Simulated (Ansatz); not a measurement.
## Sc₃InC: energy above lowest point against volume scale

Free energy against uniform scaling of the volume at fixed shape and fractions; periodic cell, basis, potentials, k mesh and filling as listed. The results are calculated, by Ansatz 0.2.0.

The cell before it is scaled or strained (space group Pm-3m, No. 221):
```
CELL_PARAMETERS angstrom
4.55060 0.00000 0.00000
0.00000 4.55060 0.00000
0.00000 0.00000 4.55060
ATOMIC_POSITIONS crystal
Sc 0.50000 0.00000 0.50000
Sc 0.00000 0.50000 0.50000
Sc 0.50000 0.50000 0.00000
In 0.00000 0.00000 0.00000
C 0.50000 0.50000 0.50000
```

Settings of every row: functional LDA; dispersion none; potentials PAW; wave cutoff 530 eV; density cutoff 2120 eV; k mesh 5x5x5; k shift 0x0x0; occupations fermi dirac; smearing width 0.01 eV; spin none; xc grid level 3.

Limits: coarse k mesh, up to 40 meV an atom off; the cell comes from a prototype or a list of computed structures and needn't be the stable phase.

```csv
row,volume scale,V (Å³/atom),energy above lowest point (meV/atom)
1,0.92,17.339,2
2,0.9467,17.842,0
3,0.9733,18.344,7.6
4,1,18.847,23.6
5,1.0267,19.35,?
6,1.0533,19.851,76.3
7,1.08,20.354,111.3
```

Question: what energy above lowest point should row 5 give?

Worked fit of energy above lowest point. Take u = (V_r/V)^(2/3) − 1 with V_r = 18.596 Å³ an atom, which is twice the finite (Eulerian) strain; such expansions in the strain, on which the Birch-Murnaghan equation of state is built, carry the rest volume and the bulk modulus. The shown rows have u = 0.04776, 0.02798, 0.00914, -0.0089, -0.0426, -0.05844. Least squares give energy above lowest point = 14.65 − 889.6 × u + 13081 × u² meV/atom; a straight line predicts inner rows, each left out in turn, worse (root mean square 15 against 0.015 meV/atom). All shown rows lie on it to the printed digit. Its lowest point lies at u = 0.0340, or V = 17.69 Å³ an atom, and the curvature there gives the bulk modulus at fixed shape and fractions, B = (4/9)(1 + u)² E″(u)/V = 113 GPa. The withheld row has u = -0.02615, so the fit gives 14.65 − 889.6 × (-0.02615) + 13081 × (-0.02615)² = 46.9 meV/atom.

The calculation gave 46.8 meV/atom. The fit lies 0.1 meV/atom (0.09 % of the column's range) above it, one unit of the last digit.
